Neutral Mn atom in several fixed configurations, from all-electron scalar-relativistic Kohn-Sham calculations with Quantum ESPRESSO 7.5 (ld1.x). All runs use the relativistic LDA (MacDonald-Vosko exchange, VWN5 correlation), spherical densities, no spin polarisation and a point nucleus. The highest eigenvalue is that of the highest occupied level.

| configuration | energy above the lowest configuration listed (eV) | highest eigenvalue (eV) | highest level |
| --- | --- | --- | --- |
| [Ar] 3d5.5 4s1.5 | 0.000 | -4.7632 | 4s |
| [Ar] 3d6 4s1 | 0.092 | -3.6161 | 3d |
| [Ar] 3d5 4s2 | 0.523 | n/a | n/a |
| [Ar] 3d7 | 1.567 | -1.6786 | 3d |
| [Ar] 3d5 4s1.5 4p0.5 | 2.451 | -1.8886 | 4p |
| [Ar] 3d6 4p1 | 3.498 | -1.8465 | 4p |
| [Ar] 3d5 4s1 4p1 | 4.438 | -2.2378 | 4p |
| [Ar] 3d4.5 4s1.5 4p1 | 6.006 | -2.4738 | 4p |
| [Ar] 3d4 4s2 4p1 | 8.480 | -2.7295 | 4p |
| [Ar] 3d3 4s2 4p2 | 21.902 | -3.8433 | 4p |

The lowest energy listed belongs to a configuration with half-electrons, and the two integer configurations beside it are only 0.1 and 0.5 eV higher. Elsewhere in the table, moving one electron can cost more than 13 eV. Both facts come from the same cause: the 3d level moves strongly when the 3d filling changes, while 4s and 4p move much less.

**Why the minimum falls between integers**

The 3d shell is small and the 4s shell is large. In 3d6 4s1 their mean radii are 1.4 and 3.3 bohr. An electron moved from 4s to 3d enters a crowded region, where it repels the other 3d electrons strongly. It also screens the nucleus from 4s, but 4s feels this less. From 3d5 4s2 to 3d6 4s1 the 3d level rises by 3.4 eV and the 4s level by only about 1 eV.

At 3d5 4s2 the 3d level lies 1.76 eV below 4s, so transfer into 3d lowers the energy. At 3d6 4s1 it lies 0.71 eV above 4s, so further transfer raises it. The levels have crossed on the way, which is why the highest level in the table changes from 4s to 3d. (The n/a for 3d5 4s2 is only a gap in the table; in that run the highest occupied level is 4s.) Neither integer configuration is stable against a small transfer towards the other, and the minimum has to lie between them.

Janak's theorem makes this quantitative. It holds only approximately here, because the scalar-relativistic density keeps the large components alone, but the comparison below shows that the error is small for these outer levels. The derivative of the total energy $E$ with respect to the occupation of a level is the eigenvalue $\varepsilon$ of that level. If $x$ electrons have moved from 4s to 3d, then

$$\frac{dE}{dx}=\varepsilon_{3d}(x)-\varepsilon_{4s}(x).$$

For the path from 3d5 4s2 to 3d6 4s1, the eigenvalues of the same calculations give slopes of −1.758, −0.382 and +0.705 eV at $x=0$, ½ and 1. Simpson's rule then gives

$$\Delta E=\frac{-1.758+4(-0.382)+0.705}{6}=-0.430\ \text{eV}.$$

The total energies differ by −0.431 eV. Nothing was fitted, but the slopes come from the very runs being compared, so this shows that energies and eigenvalues are consistent; it does not predict a new row. The row 3d7 is a harder case. A parabola through the same three slopes, continued by one more electron, puts 3d7 at 1.03 eV above 3d5 4s2, and the table gives 1.04 eV.

The same parabola places the true minimum near 5.66 electrons in 3d, about 0.03 eV below the lowest row. The listed half-electron configuration is therefore close to the bottom of a shallow curve, with no special stability of its own.

**How stiff the curve is**

With the orbitals held fixed, the classical repulsion contributes a curvature

$$F^0_{3d,3d}+F^0_{4s,4s}-2F^0_{3d,4s},$$

where $F^0_{ab}$ is the average repulsion between one electron in $a$ and one in $b$. At 3d6 4s1 this is $19.10+7.52-18.95=7.67$ eV. The full calculation gives 1.9 eV, a quarter of that. Relaxation of the orbitals and the response of exchange and correlation remove the rest; these numbers do not separate the two. Bare repulsion integrals explain the sign of the curvature but badly overstate its size.

The curvature is not constant either. It falls from 3.0 to 1.9 eV between 3d5 4s2 and 3d6 4s1, while the 3d shell swells from 1.22 to 1.38 bohr. A larger shell repels an added electron less, which is a plausible reason for the fall, though the compensating terms may change as well.

**What a 4p electron changes**

Promotion from 4s to 4p at fixed 3d5 costs 3.9 eV and is nearly linear: the first half-electron costs 1.93 eV and the second 1.99 eV. Both orbitals are diffuse, so their levels shift by similar amounts during the transfer and the gap between them hardly changes. The cost is essentially this gap, which exists because 4s penetrates the core better than 4p.

In the rows with one whole 4p electron, each listed move from 4s to 3d lowers the energy, from 8.48 eV at 3d4 4s2 4p1 down to 3.50 eV at 3d6 4p1. This looks unlike the series without 4p, but most of the difference is the range covered. These rows start at four 3d electrons, well short of the crossing. The 4p electron adds a smaller effect. It screens the inner region less than the 4s electron it replaces, so both levels sink, and the compact 3d sinks more. The crossing, extrapolated in this case, moves from 5.66 to about 5.86 electrons in 3d. The listed energies cannot test this, because the series has no row between five and six 3d electrons, where a shallow minimum would lie.

**Why 3d3 4s2 4p2 is so high**

The first 3d electron moved to 4p, from 3d5 4s2 to 3d4 4s2 4p1, costs 8.0 eV. The second costs 13.4 eV. Each removal leaves the remaining 3d electrons less screened and less repelled, so they are bound more tightly. Between the last two rows the 3d level drops by 7.0 eV, from −13.3 to −20.3 eV, while 4p drops by only 1.1 eV. The gap to be climbed is 10.5 eV at the start of the step and 16.4 eV at its end, and the mean, 13.5 eV, is almost the cost found.

This is also why a constant price per promoted electron fails. A model with fixed level gaps, fitted to the eigenvalue differences of all rows that have them, misses this row by 8 eV. Letting the gaps vary linearly with occupation still misses 3d7, which supplies no gap to the fit, by 1.6 eV. One more term, for the softening of the 3d repulsion, brings the error there to 0.08 eV and the others to about 0.05 eV or less. The printed analysis below gives the details; the fitted constants have no separate physical meaning.

**What not to read into the order**

A real manganese atom has the ground state 3d5 4s2, with 3d6 4s1 above it. The calculation reverses them. It forces equal numbers of up and down spins, and so leaves out the exchange energy gained by aligning spins. A half-filled 3d shell gains most from alignment. Five parallel 3d electrons gain more than the five-against-one arrangement of 3d6, even after the exchange between 3d and the single 4s electron is counted. A crude count with the exchange integrals of these runs puts the advantage of 3d5 4s2 at the order of an electronvolt, more than the 0.43 eV by which it lies above 3d6 4s1 here. By this estimate, missing spin polarisation is large enough to account for the reversal. Local functionals are also known to favour d filling, and that error may add to it; without a spin-polarised calculation, its share here remains open.

The fractional minimum is no state of a free atom. A statistical mixture of two configurations would have an energy on the straight line between them, and its lowest point would be an end of that line. The sag below the line belongs to the approximate functional.

**In practice**

- Fix the occupations when you want a particular configuration. A program that fills levels from the bottom may fail to settle: at 3d5 4s2 it would move 4s electrons into 3d, and at 3d6 4s1 it would move 3d electrons back into 4s.
- Compare the donor and acceptor levels at both ends of a transfer. If their order reverses as it does here, expect a fractional minimum; if the acceptor stays lower throughout, expect a steady descent.
- To estimate an energy difference from eigenvalues, take the slope at half transfer. For 4s to 4p this is right to 0.002 eV; for a whole electron from 4s to 3d it is off by 0.04 to 0.05 eV, and adding the two end points by Simpson's rule cures that.
- Do not use these spacings as excitation energies. Spin alignment would shift the rows by different amounts.

For a neighbouring case, ask how compact the receiving shell is and how many electrons it already holds. A 4f shell, more compact still, should give a stiffer curve than 3d, and a 4d shell a softer one. In a positive ion the 3d level sinks further than 4s, so the balance should shift towards 3d.

Output of the analysis:

```
All energies in eV; rounding floor of an energy difference 0.001
trapezoid d5s2p0->d5.5s1.5p0: table -0.523 Janak -0.5348 err -0.0118
trapezoid d5.5s1.5p0->d6s1p0: table +0.092 Janak +0.0809 err -0.0111
trapezoid d4s2p1->d4.5s1.5p1: table -2.474 Janak -2.4838 err -0.0098
trapezoid d4.5s1.5p1->d5s1p1: table -1.568 Janak -1.5786 err -0.0106
trapezoid d5s1.5p0.5->d5s1p1: table +1.987 Janak +1.9866 err -0.0004
trapezoid d4s2p1->d3s2p2: table +13.422 Janak +13.4861 err +0.0641
midpoint  d5s2p0->d5s1p1: table +3.915 Janak +3.9134 err -0.0016
midpoint  d5s2p0->d6s1p0: table -0.431 Janak -0.3816 err +0.0494
Simpson   d5s2p0->d6s1p0: table -0.431 Janak -0.4298 err +0.0012
extrapol. d5s2p0->d7s0p0: table +1.044 Janak +1.0255 err -0.0185
  e3d-e4s at x=0,.5,1: -1.758 -0.382 +0.705; curvature at 0,.5,1: 3.04 2.46 1.89
  zero slope at n3d=5.66 (interpolated), E there -0.030; shift x=0->1: e3d +3.42, e4s +0.95
midpoint  d4s2p1->d5s1p1: table -4.042 Janak -3.9997 err +0.0423
Simpson   d4s2p1->d5s1p1: table -4.042 Janak -4.0415 err +0.0005
extrapol. d4s2p1->d6s0p1: table -4.982 Janak -4.9631 err +0.0189
  e3d-e4s at x=0,.5,1: -5.936 -4.000 -2.315; curvature at 0,.5,1: 4.12 3.62 3.12
  zero slope at n3d=5.86 (extrapolated), E there +3.496; shift x=0->1: e3d +4.68, e4s +1.06
Curvature d2E/dx2 from energies (second differences), mean 3d radius at the middle row (bohr)
  s->d at d4.5s1.5p1 step 0.5: 3.624 (floor 0.008), steps -2.474 -1.568, r3d 1.149
  s->d at d5s1p1 step 1: 3.102 (floor 0.002), steps -4.042 -0.940, r3d 1.204
  s->d at d5.5s1.5p0 step 0.5: 2.460 (floor 0.008), steps -0.523 +0.092, r3d 1.293
  s->d at d6s1p0 step 1: 1.906 (floor 0.002), steps -0.431 +1.475, r3d 1.377
  d->p at d4s2p1 step 1: 5.465 (floor 0.002), steps +7.957 +13.422, r3d 1.101
  s->p at d5s1.5p0.5 step 0.5: 0.236 (floor 0.008), steps +1.928 +1.987, r3d nan
Frozen Hartree s->d at d6s1 7.67 vs SCF 1.89, ratio 0.25; frozen shifts 3d 9.62, 4s 1.95
Frozen Hartree at d5s1.5p0.5: s->p 0.61 vs SCF 0.24, ratio 0.39; s->d 8.71, d->p 11.71
s->p cost: at d5 3.915, at d6 3.406; e4p-e4s at d5s1p1,d4,d3: 4.033 4.603 5.367
2-term fit to 14 slopes [-2.92  3.76]: slope rms 2.854, worst E d3s2p2 -8.009
5-term fit to 14 slopes [-2.14  3.97  3.48 -0.58  0.15]: slope rms 0.386, worst E d7s0p0 +1.637
6-term fit to 14 slopes [-1.77  3.81  3.03 -0.57  0.21 -1.05]: slope rms 0.017, worst E d7s0p0 +0.082
row, E-E(d5s2), energy residuals of linear / quadratic / cubic (d7 has no slope in the fit)
  d5.5s1.5p0    -0.523  -0.938 -0.112 -0.005
  d6s1p0        -0.431  -2.491 +0.031 +0.003
  d7s0p0        +1.044  -6.887 +1.637 +0.082
  d5s1.5p0.5    +1.928  -0.046 +0.076 +0.005
  d6s0p1        +2.975  -2.133 +0.093 -0.051
  d5s1p1        +3.915  -0.152 +0.131 +0.004
  d4.5s1.5p1    +5.483  -0.259 +0.358 +0.006
  d4s2p1        +7.957  -1.272 +0.550 -0.008
  d3s2p2       +21.379  -8.009 +0.427 -0.047
Crude exchange: J(d6 run) 0.96, J(d5 run) 1.10, d-s term 0.59; extra gain of d5s2 over d6s1 1.6 (one J) to 2.4 (two J) vs gap 0.431
```
